El-Sayed rule and spin-sublevel selection rules for singlet–triplet coupling

1. Statement

Let Hso = Σ_i h(i)·s(i) be the effective one-electron spin–orbit operator, with h = Σ_A ξ_A(r_A) l_A summed over the nuclei A, and let h^a_pq = ⟨p|h_a|q⟩ be its elements between real orthonormal molecular orbitals (a = x, y, z). Let S0 be the closed-shell determinant, S(i→v) the singlet and T^a(j→w) the triplet singly excited configurations, the sublevel T^a being defined by S_a T^a = 0.

(A) Matrix elements.
⟨S(i→v)|Hso|T^a(j→w)⟩ = ½ [δ_ij h^a_vw + δ_vw h^a_ij]   (1)
⟨S0|Hso|T^a(j→w)⟩ = h^a_jw/√2   (2)
Since h^a_pp = 0, the singlet and the triplet of one configuration do not couple. Configurations that differ in both orbitals do not couple either.

(B) One-centre form. If u_A(p) is the real vector of valence p-orbital coefficients of orbital p on atom A,
h_pq = −i Σ_A ζ_A u_A(p) × u_A(q).   (3)

(C) El-Sayed rule (El-Sayed, 1963). In a planar molecule the couplings ¹ππ*–³ππ* and ¹nπ*–³nπ* (common n) vanish in the one-centre approximation. The couplings ¹nπ*–³ππ* and ¹ππ*–³nπ* with a common π* orbital survive. For one heteroatom their magnitude is (ζ/2)·b·d, where b is the p coefficient of the lone pair and d the coefficient of the π orbital on that atom, and the active sublevel is the one whose axis lies in the plane, perpendicular to the lone pair. The coupling of ³nπ* to S0 carries ζ/√2 in place of ζ/2.

(D) Sublevel rule. For states of spatial symmetry Γ_S and Γ_T, ⟨S|Hso|T^a⟩ can differ from zero only if Γ_S ⊗ Γ_T contains the representation of the rotation R_a. The condition is necessary, not sufficient, and does not depend on the one-centre approximation.

2. Premises and conventions

(i) Nuclei are clamped and the zeroth-order states are eigenstates of S² built with the spin-free Hamiltonian; Hso is a first-order perturbation. (ii) Angular momenta are in units of ħ, so l = −i r × ∇ and s = σ/2 with the Pauli matrices σ_a; energies are in cm⁻¹. (iii) The two-electron spin–orbit terms enter only as a screening absorbed in ξ_A(r), which is real, spherical about nucleus A and roughly proportional to r⁻³; equivalent nuclei share the same ξ. The constant ζ_A is the radial average of ξ_A over the valence p orbital. (iv) Orbitals are real, which is possible without a magnetic field, and common to singlets and triplets. (v) In (B) and (C) the atomic basis is a minimal s, p set treated as orthonormal, and only integrals with both functions and the operator on one atom are kept. (vi) For planar molecules x is normal to the plane. For pyrazine z passes through the two nitrogen atoms and y is the remaining in-plane axis.

3. Antisymmetry of the orbital matrix

Because ξ_A(r_A) commutes with l_A, each h_a is Hermitian; because l = −i r × ∇ and ξ is real, h_a is i times a real operator. For real p and q the element h^a_pq is therefore imaginary, and Hermiticity gives h^a_qp = (h^a_pq)* = −h^a_pq. Setting p = q gives h^a_pp = 0: a real orbital carries no orbital angular momentum.

4. Proof of (A)

In second quantisation Hso = Σ_a Σ_pq h^a_pq S^a_pq, with S^a_pq = Σ_στ (s_a)_στ a†_pσ a_qτ. Every single excitation from occupied i to virtual v is fixed by a 2×2 spin matrix M:
|M; iv⟩ = Σ_στ M_στ a†_vσ a_iτ |S0⟩, ⟨M; iv|N; jw⟩ = δ_ij δ_vw Tr(M†N).
The choice M = 1/√2 (unit matrix) gives S(i→v), because that excitation operator commutes with the total spin. The choice M = σ_a/√2 gives T^a(i→v) = √2 S^a_vi |S0⟩. From [s_b, s_a] = i ε_bac s_c it follows that [S_b, S^a_vi] = i ε_bac S^c_vi, and S_b |S0⟩ = 0, so
S_b |T^a⟩ = i ε_bac |T^c⟩.   (4)
Hence S_a T^a = 0, the three states transform into one another as an axial vector under spin rotations, and S² = 2 on each of them, since each of the two components b ≠ a contributes 1. They are orthonormal because ½ Tr(σ_a σ_b) = δ_ab. The relation to the M_S basis is T(0) = T^z and T(±1) = ∓(T^x ± i T^y)/√2.

For a one-electron operator O with spin-orbital elements o, occupied spin-orbitals I, J and virtual ones V, W, the anticommutation rules give
⟨S0| a†_I a_V O a†_W a_J |S0⟩ = δ_IJ o_VW − δ_VW o_JI + δ_IJ δ_VW ⟨S0|O|S0⟩,
⟨S0| O a†_W a_J |S0⟩ = o_JW.
The first term moves the excited electron from W to V. The second fills the hole J with the electron from I; the minus sign is the fermionic sign of hole propagation. The third is zero for Hso, since h^a_ii = 0 and Tr s_a = 0. Inserting o = Σ_c h^c (s_c) and summing over spin labels,
⟨M; iv|Hso|N; jw⟩ = Σ_c [δ_ij h^c_vw Tr(M† s_c N) − δ_vw h^c_ji Tr(M† N s_c)].
With M = 1/√2 and N = σ_a/√2 both traces equal ¼ Tr(σ_c σ_a) = ½ δ_ca. Only the component c = a remains, and −h^a_ji = h^a_ij by section 3, which is (1). Likewise ⟨S0|Hso|N; jw⟩ = Σ_c h^c_jw Tr(N s_c), and Tr(σ_a σ_c)/(2√2) = δ_ac/√2, which is (2). The spin trace Tr(σ_a σ_a) = 2 and the factor ½ from s = σ/2 are common to both results; the prefactor in (2) is √2 times that in (1) because (2) contains one normalisation factor 1/√2 where (1) contains two.

For mixtures S = Σ c_iv S(i→v) and T^a = Σ d_jw T^a(j→w) with real coefficients, (1) gives
⟨S|Hso|T^a⟩ = ½ Σ_i,v,w c_iv d_iw h^a_vw + ½ Σ_i,j,v c_iv d_jv h^a_ij.   (5)
If c = d, each sum contracts a symmetric matrix with the antisymmetric h^a and vanishes. The coupling thus measures the difference between the spatial compositions of the singlet and the triplet: a spin flip must be paid for by a rotation of the orbital part. This zero uses premises (iii) and (iv) but not (v).

5. Proof of (B) and (C)

On one atom l annihilates s functions, so by Hermiticity all s–s and s–p elements vanish. For p_b = r_b f(r), l acts only on the factor r_b, and l_a r_b = −i ε_amn r_m ∂_n r_b = i ε_abc r_c. For example l_y p_x = −i p_z. Then ⟨p_c|ξ l_a|p_b⟩ = i ε_abc ζ = −i ε_acb ζ, and for orbitals with coefficient vectors u and u′ on the atom the sum is −i ζ ε_acb u_c u′_b = −i ζ (u × u′)_a. Summing over atoms gives (3).

In a planar molecule a π orbital has u_A along x, and an n or σ orbital has u_A in the yz plane. Three cases exhaust (3).

π with π′. The vectors are parallel on every atom and h = 0. By (5) all ¹ππ*–³ππ* elements vanish, whatever the mixing coefficients, and so do the elements between ¹(n→π*) and ³(n→π*′); by (2) so does S0–³ππ*. Reflection in the molecular plane already removes h_y and h_z, because a π–π′ product is even under it while R_y and R_z are odd. The remaining h_x is more strongly suppressed than premise (v) requires. A two-centre term with the operator on A and one function on A vanishes because l_x p_x = 0 on that atom, and a term with both functions on B is diagonal in one real function and vanishes by section 3. Only three-centre terms survive (McClure, 1952).

n with π. The vectors are perpendicular. With u(n) = b e, e an in-plane unit vector, and u(π) = d x̂, the product is b d (e × x̂), an in-plane vector perpendicular to e. Equation (1) with v = w gives the magnitude ½ ζ b d in the sublevel along e × x̂ and zero in the other two. Equation (2) gives ζ b d*/√2 for S0–³(n→π*), with d* the π* coefficient. With several heteroatoms the contributions add with their signs and may cancel.

n with n′. The product points along x and is non-zero if the two orbitals have non-parallel p vectors on a common atom. The pair ¹(n→π*), ³(n′→π*) is therefore not forbidden in general, although both states bear the label nπ*.

Conversely, the labels nπ* and ππ* do not guarantee a large coupling: (1) demands a shared π* orbital and (3) demands π amplitude on the atom that carries the lone pair.

In the Condon approximation the golden-rule rate into sublevel a is k_a = (2π/ħ)|V_a|² ρ, with V_a the electronic element and ρ the Franck–Condon weighted density of final states, both in consistent energy units. The rule for rates is the rule for |V_a|² at comparable ρ.

6. Proof of (D)

Write Hso = Σ_c H^c with H^c = Σ_i h_c(i) s_c(i), and let |S⟩ and |T^a⟩ be any singlet and triplet eigenstates of the spin-free Hamiltonian, not only single configurations.

Spin step. Let W = exp(−iπ S_a), a rotation of all spins by π about a. It leaves |S⟩ unchanged, leaves |T^a⟩ unchanged because S_a T^a = 0, and reverses s_c for c ≠ a. For c ≠ a, ⟨S|H^c|T^a⟩ = ⟨S|W†H^c W|T^a⟩ = −⟨S|H^c|T^a⟩ = 0. Only H^a acts.

Space step. Let U_g apply the point-group operation g to the spatial coordinates alone. It permutes equivalent nuclei, which share ξ, and l is an axial vector, so h transforms with det(g) times the matrix of g, that is as (R_x, R_y, R_z). In D2h every operation is diagonal in x, y, z and all characters are ±1, so U_g†H^a U_g = χ_Ra(g) H^a, and
⟨S|H^a|T^a⟩ = χ_S(g) χ_Ra(g) χ_T(g) ⟨S|H^a|T^a⟩ for all g.
A non-zero element requires χ_S χ_T = χ_Ra, that is Γ_S ⊗ Γ_T = Γ(R_a). For a general point group, averaging the same identity over g projects on the totally symmetric representation, and the condition is that Γ_S* ⊗ Γ_T ⊗ Γ(R_a) contains it; for real representations this is statement (D). An equivalent form is that the total symmetry Γ_T ⊗ Γ(R_a) of the sublevel must match Γ_S. The proof uses only that the operator is linear in spin with an axial-vector spatial partner, so it holds for the full Breit–Pauli spin–orbit operator with its two-electron part.

Two corollaries follow. All rotations are gerade, so g and u states never couple. In D2, C2v and D2h no rotation is totally symmetric, so states of equal spatial symmetry never couple. In these groups the three sublevels also have different total symmetries, so no zero-field interaction mixes them and the T^a are the zero-field eigenstates.

Along a normal coordinate Q the element is V_a(Q) = V_a(0) + V_a′ Q + …, and the same argument gives V_a′ ≠ 0 only if Γ_S ⊗ Γ_Q ⊗ Γ_T contains Γ(R_a). The mechanism is visible in (5). If a distortion mixes n→π* with π→π* so that c = (cos θ_S, sin θ_S) and d = (cos θ_T, sin θ_T), then
V_a = ½ h^a_nπ sin(θ_T − θ_S).   (6)
A distortion that merely rehybridises the hole orbital equally in both states (θ_S = θ_T) induces nothing; the induced coupling comes from the different energy gaps in the two spin manifolds.

7. Range of validity

Statement (D) is exact to first order in the spin–orbit operator at a geometry of the stated symmetry. Statement (A) requires the one-electron form and common orbitals. With the explicit two-electron operator, an exchange-type integral between the two open shells can leave a small same-configuration element where symmetry permits one, and so can separate orbital relaxation of singlet and triplet; in D2h both are excluded by (D). Statements (B) and (C) need light atoms with an s, p valence shell and a planar frame. They rest on the r⁻³ weight of ξ, which confines the integrals to the nuclear region; section 8 gives the size of a two-centre term. Forbidden ππ*–ππ* elements in planar aromatic molecules are typically about 1 cm⁻¹ or below, so that allowed elements of 10 to 20 cm⁻¹ are favoured in |V|² by two orders of magnitude or more.

The rule loses force in four situations. First, out-of-plane motion mixes nπ* and ππ* states that lie close, and (6) then approaches the allowed value; near a conical intersection θ varies over its whole range, and the rule applies to the diabatic states only. Second, d orbitals or heavy substituents add terms with much larger ζ, and for strong coupling S is no longer a good label. Third, the rate contains ρ: an allowed triplet above the singlet is closed except by thermal or vibronic access, and the coupling between individual vibronic levels is V times a vibrational overlap, far smaller than V. Fourth, sublevel selectivity persists only while spin–lattice relaxation is slow and the Zeeman energy is small against the zero-field splitting; in a freely rotating molecule the spin decouples from the frame.

8. Pyrazine in D2h

With the axes of premise (vi), x, y, z span B3u, B2u, B1u, and R_x, R_y, R_z span B3g, B2g, B1g. N1 lies at z > 0 and N4 at z < 0; C2 and C6 have z > 0, C2 and C3 have y > 0. The lone-pair combinations are n+ (ag) and n− (b1u). The π orbitals are 1b3u, 1b2g, 1b1g (occupied) and 2b3u, 1au, 2b2g (virtual). The b1g and au orbitals are odd under y → −y and have no amplitude on nitrogen. The lowest excited singlet and triplet are taken as ¹B3u and ³B3u, both n+→2b3u, and the bright ππ* singlet as ¹B2u, mainly 1b1g→2b3u.

Channels from ¹B3u (n+→2b3u):

triplet | configuration | product | sublevel | orbital element
³B3u | n+→2b3u | Ag | none | zero by symmetry
³B1u | 1b2g→2b3u | B2g | T^y | ⟨n+|h_y|1b2g⟩, one-centre on N
³B1u | 1b1g→1au | B2g | T^y | none, two orbitals differ
³B2u | 1b1g→2b3u | B1g | T^z | ⟨n+|h_z|1b1g⟩, carbon only
³Au | n+→1au | B3g | T^x | ⟨2b3u|h_x|1au⟩, three-centre only
gerade triplets | any | u | none | zero by parity

From ¹B2u, the triplet ³B3u is reached through T^z by the same carbon-only element, and ³Au through T^y only by way of the minor configuration 1b2g→1au. Both are ππ*→nπ* steps, and neither carries the full nitrogen value.

The pair S0, ³B3u has the product B3u, which is no rotation. In (3) the contributions of N1 and N4 to ⟨n+|h_y|2b3u⟩ are equal and opposite. The decay of the lowest triplet to S0 needs an au, b1u or b2u vibration for T^x, T^y or T^z respectively. The sublevels of ³B3u have total symmetries Au (T^x), B1u (T^y) and B2u (T^z). At the D2h geometry T^x therefore cannot emit, T^y emits with z polarisation and T^z with y polarisation. T^y has two nitrogen one-centre sources: its mixing with ¹B1u through 1b2g→2b3u, and the mixing of S0 with ³B2g (n−→2b3u), which is linked to ³B3u by the z-polarised dipole element between n+ and n−. For the step ¹B3u → ³B3u the promoting modes are b3g for T^x, b2g for T^y and b1g for T^z. Reduction of the Cartesian displacements of the ten atoms gives 4 b3g, 2 b2g and 1 b1g vibrations. The b2g modes mix B3u with B1u and so open the nitrogen element through (6).

Numerical inputs. Approximate atomic constants are ζ_N ≈ 76 cm⁻¹ and ζ_C ≈ 28 cm⁻¹. Each lone pair is idealised as an sp² hybrid pointing outward, n1 = √(1/3) s + b p_z on N1 and n4 = √(1/3) s − b p_z on N4, with b = √(2/3) = 0.816 and n± = (n1 ± n4)/√2. The π orbitals come from Hückel theory, E = α + xβ, with the typical parameters α_N = α + 0.5β and β_CN = β.

Hückel orbitals. In the b2g block the basis is (N1 − N4)/√2 and (C2 + C6 − C3 − C5)/2. The diagonal elements are 0.5 and −1, the latter from the two C–C bonds joining opposite signs, and the four C–N bonds give the off-diagonal element 4·(1/√2)·(1/2) = √2. The upper root is x = [−0.5 + √10.25]/2 = 1.351, with nitrogen weight ½(1 + 1.5/√10.25) = 0.734. The coefficient on each nitrogen is d = 0.606 and on each carbon d_C = 0.258. In the b3u block the diagonal elements are 0.5 and +1; the antibonding root is x = [1.5 − √8.25]/2 = −0.686, with nitrogen weight ½(1 + 0.5/√8.25) = 0.587 and d* = 0.542 per nitrogen. The b1g and au orbitals have x = +1 and −1 with carbon coefficients ±½.

Allowed element. On N1, u(n+) = (b/√2) ẑ and u(1b2g) = d x̂; on N4 both vectors change sign. Since ẑ × x̂ = ŷ, the two atoms add:
⟨n+|h_y|1b2g⟩ = −i √2 ζ_N b d = −i 53.2 cm⁻¹.
By (1) the configuration element has magnitude 26.6 cm⁻¹. The ³B1u state contains 1b2g→2b3u with a coefficient C and the inactive 1b1g→1au for the rest. Their Hückel gaps, 2.037|β| and 2|β|, are nearly equal, which suggests equal weights as in benzene, C = 1/√2. This is an assumption, because the true weights depend on electron repulsion. Then
|⟨¹B3u|Hso|³B1u, T^y⟩| = 26.6 cm⁻¹/√2 = 18.8 cm⁻¹,
or about 19 cm⁻¹, with zero for T^x and T^z. In the M_S basis with z quantisation the same coupling appears as 13.3 cm⁻¹ for each of M_S = ±1 and zero for M_S = 0; the sum of squares is the same in both bases. For the ground state, ⟨n−|h_y|2b3u⟩ has magnitude √2 ζ_N b d*, and (2) gives |⟨S0|Hso|³B2g, T^y⟩| = ζ_N b d* = 33.6 cm⁻¹, about 34 cm⁻¹.

Size of the neglected terms. A representative two-centre term has the lone pair and the operator on N and the π function on a neighbouring C. Since l_y p_z = i p_x, it reduces to ⟨p_x(N)|r⁻³|p_x(C)⟩ relative to ⟨p_x(N)|r⁻³|p_x(N)⟩. Take Slater 2p functions with the usual exponents a = 1.95 (N) and a′ = 1.625 (C) bohr⁻¹ and an approximate bond length R = 1.34 Å = 2.53 bohr. The one-centre integral is a³/3, and the ratio is
4a² (a′/a)^(5/2) ∫₀^∞ r e^(−ar) g(r) dr, g(r) = ¾ ∫₋₁¹ (1 − μ²) exp[−a′ √(r² + R² − 2rRμ)] dμ,
where μ is the cosine of the angle from the bond axis. Quadrature gives 0.04. Weighted by 2d_C/d for the two neighbours, the term is 0.03 of the one-centre value.

Delocalisation of n+ matters more. In pyrazine n+ mixes strongly with the ring σ bonds, notably the two C–C bonds parallel to z. Suppose for illustration that 0.6 of its weight stays in the nitrogen hybrids, w_z = 0.3 moves to carbon p_z and w_y = 0.1 to carbon p_y. The nitrogen term falls to √0.6 × 53.2 = 41.2 cm⁻¹. The ag pattern of carbon p_z has coefficients ±(√w_z/2) sgn z and the 1b2g orbital has d_C sgn z, so four equal products give 2√w_z d_C ζ_C = 7.9 cm⁻¹, with a sign relative to the nitrogen term that this model does not fix. Multiplying 41.2 ∓ 7.9 by C/2 gives 11.8 or 17.4 cm⁻¹. The carbon p_y pattern, (√w_y/2) sgn y, meets the 1b1g coefficients ½ sgn y and opens the T^z channel to ³B2u with ½ ζ_C √w_y = 4.4 cm⁻¹. A vibronic angle difference with sin(θ_T − θ_S) = 0.1 in (6) would give 2.7 cm⁻¹ for ¹B3u–³B3u in T^y with localised lone pairs.

The localised-lone-pair values of 19 and 34 cm⁻¹ are therefore not quantitative for real pyrazine. They are expected to lie too high, by tens of per cent, because the real lone-pair orbitals spread over the σ frame; the first carries the further uncertainty of C, to which it is proportional. The zeros fixed by (D), the assignment of each triplet to a single sublevel and the ordering of the channels from ¹B3u, nitrogen one-centre (T^y, ³B1u) above carbon one-centre (T^z, ³B2u) above three-centre (T^x, ³Au), are the robust content of the calculation.